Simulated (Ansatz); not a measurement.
# La2O3: energy above lowest point as volume scale varies

Free energy against uniform scaling of the volume at fixed shape and fractions; periodic cell, basis, potentials, k mesh and filling as listed. The results are calculated, by Ansatz 0.2.0.

The cell before it is scaled or strained (space group P-3m1, No. 164):
```
CELL_PARAMETERS angstrom
3.94380 0.00000 0.00000
-1.97190 3.41550 0.00000
0.00000 0.00000 6.13230
ATOMIC_POSITIONS crystal
La 0.66667 0.33333 0.75376
La 0.33333 0.66667 0.24624
O 0.66667 0.33333 0.35411
O 0.33333 0.66667 0.64589
O 0.00000 0.00000 0.00000
```

Settings of every row: functional PBE; dispersion D4; potentials PAW; wave cutoff 510 eV; density cutoff 2040 eV; k mesh 6x6x4; k shift 0x0x0; occupations fixed; smearing width 0 eV; spin none; SCF threshold exponent -9.

```
row  volume scale  V (Å³/atom)  energy above lowest point (meV/atom)
  1        0.9406       15.539                                     ?
  2        0.9703        16.03                                     0
  3             1        16.52                                   0.8
  4        1.0297       17.011                                    13
  5        1.0594       17.502                                  34.9
```

Question: what energy above lowest point should row 1 give?

Worked fit of energy above lowest point. Take u = (V_r/V)^(2/3) − 1 with V_r = 16.765 Å³ an atom, which is twice the finite (Eulerian) strain; such expansions in the strain, on which the Birch-Murnaghan equation of state is built, carry the rest volume and the bulk modulus. The shown rows have u = 0.03034, 0.00986, -0.00966, -0.02827. Least squares give energy above lowest point = 5.57 − 625.8 × u + 14565 × u² meV/atom; a straight line predicts inner rows, each left out in turn, worse (root mean square 7.9 against 0.045 meV/atom). All shown rows lie on it to the printed digit. Its lowest point lies at u = 0.0215, or V = 16.24 Å³ an atom, and the curvature there gives the bulk modulus at fixed shape and fractions, B = (4/9)(1 + u)² E″(u)/V = 133 GPa. Letting shape and atoms relax would as a rule lower it, by much in layered, chain or molecular crystals. The withheld row has u = 0.05193, so the fit gives 5.57 − 625.8 × (0.05193) + 14565 × (0.05193)² = 12.4 meV/atom.

The calculation gave 12.6 meV/atom. The fit lies 0.2 meV/atom (0.57 % of the column's range) below it; its largest miss of a shown row is 0.0 meV/atom. This row lies beyond the range of the fit.
